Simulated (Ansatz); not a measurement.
# PPt: pressure and formation energy as volume per atom varies

Plane-wave density functional theory, PAW datasets, Gaussian smearing 0.05 eV: one cell in which all forces lie under 0.002 eV/angstrom; stress (xx yy zz yz xz xy) and pressure positive in compression; site moments are of spin alone; formation energy from the elements run alike, uncorrected. The results are calculated, by Ansatz 0.2.0.

Cell of the first row (space group F-43m, No. 216):
```
cell vectors (Å)
   0.0000     2.4221     2.4221
   2.4221     0.0000     2.4221
   2.4221     2.4221     0.0000
atoms (fractions of the cell vectors)
Pt  0.00000  0.00000  0.00000
P   0.25000  0.25000  0.25000
```

Settings of every row: paw set soft_2; functional PBEsol; spin treatment none; moment partition spheres; spin axis none; wave cutoff 420 eV; k mesh 12x12x12; SCF start atoms; lower state search light; symmetry use detected.

Atom first moment, atom hubbard u: 0 on all atoms.

Limits: formation energy without spin-orbit coupling on heavy elements; the cell comes from a prototype or a list of computed structures and needn't be the stable phase.

```
row  volume per atom (Å³)  pressure (GPa)  formation energy (eV per atom)  energy above relaxed cell (meV per atom)
  1                 14.21           78.44                          0.5144                                     838.3
  2                15.915               ?                               ?                                         ?
  3                17.825            7.52                         -0.3058                                     18.17
  4                17.891            6.82                         -0.3087                                      15.2
  5                18.264            3.20                         -0.3203                                      3.62
  6                18.637           -0.04                         -0.3239                                         0
  7                 19.01           -2.91                         -0.3205                                      3.47
  8                19.382           -5.47                         -0.3107                                     13.24
```

Question: what pressure and formation energy should row 2 give?

Worked fit of pressure. Take u = (V_r/V)^(2/3) − 1 with V_r = 18.264 Å³ an atom, which is twice the finite (Eulerian) strain; such expansions in the strain, on which the Birch-Murnaghan equation of state is built, carry the rest volume and the bulk modulus. The shown rows have u = 0.18214, 0.01635, 0.01385, 0, -0.01339, -0.02634, -0.03883. Least squares give pressure = 3.197 + 251.457 × u + 756.35 × u² + 719.9 × u³ GPa; a parabola predicts inner rows, each left out in turn, worse (root mean square 0.054 against 0.0093 GPa). The rows lie off it by 0.00, 0.01, -0.01, 0.00, 0.00, 0.00, 0.00. The pressure vanishes at u = -0.0132, or V = 18.63 Å³ an atom, and there the bulk modulus at fixed shape and fractions is B = −V dP/dV = (2/3)(1 + u) dP/du = 152 GPa. The withheld row has u = 0.09612, so the fit gives 3.197 + 251.457 × (0.09612) + 756.35 × (0.09612)² + 719.9 × (0.09612)³ = 34.99 GPa.

The calculation gave 35.05 GPa. The fit lies 0.06 GPa (0.071 % of the column's range) below it; its largest miss of a shown row is 0.01 GPa.

Worked fit of formation energy. Take u = (V_r/V)^(2/3) − 1 with V_r = 18.264 Å³ an atom, which is twice the finite (Eulerian) strain; such expansions in the strain, on which the Birch-Murnaghan equation of state is built, carry the rest volume and the bulk modulus. The shown rows have u = 0.18214, 0.01635, 0.01385, 0, -0.01339, -0.02634, -0.03883. Least squares give formation energy = −0.3203 + 0.54716 × u + 20.7486 × u² + 7.73 × u³ eV per atom; a parabola predicts inner rows, each left out in turn, worse (root mean square 0.00059 against 4.7e-05 eV per atom). All shown rows lie on it to the printed digit. The withheld row has u = 0.09612, so the fit gives −0.3203 + 0.54716 × (0.09612) + 20.7486 × (0.09612)² + 7.73 × (0.09612)³ = -0.0691 eV per atom.

The calculation gave -0.0686 eV per atom. The fit lies 0.0005 eV per atom (0.06 % of the column's range) below it; its largest miss of a shown row is 0.0000 eV per atom.

The other values of row 2: energy above relaxed cell 255.3 meV per atom.
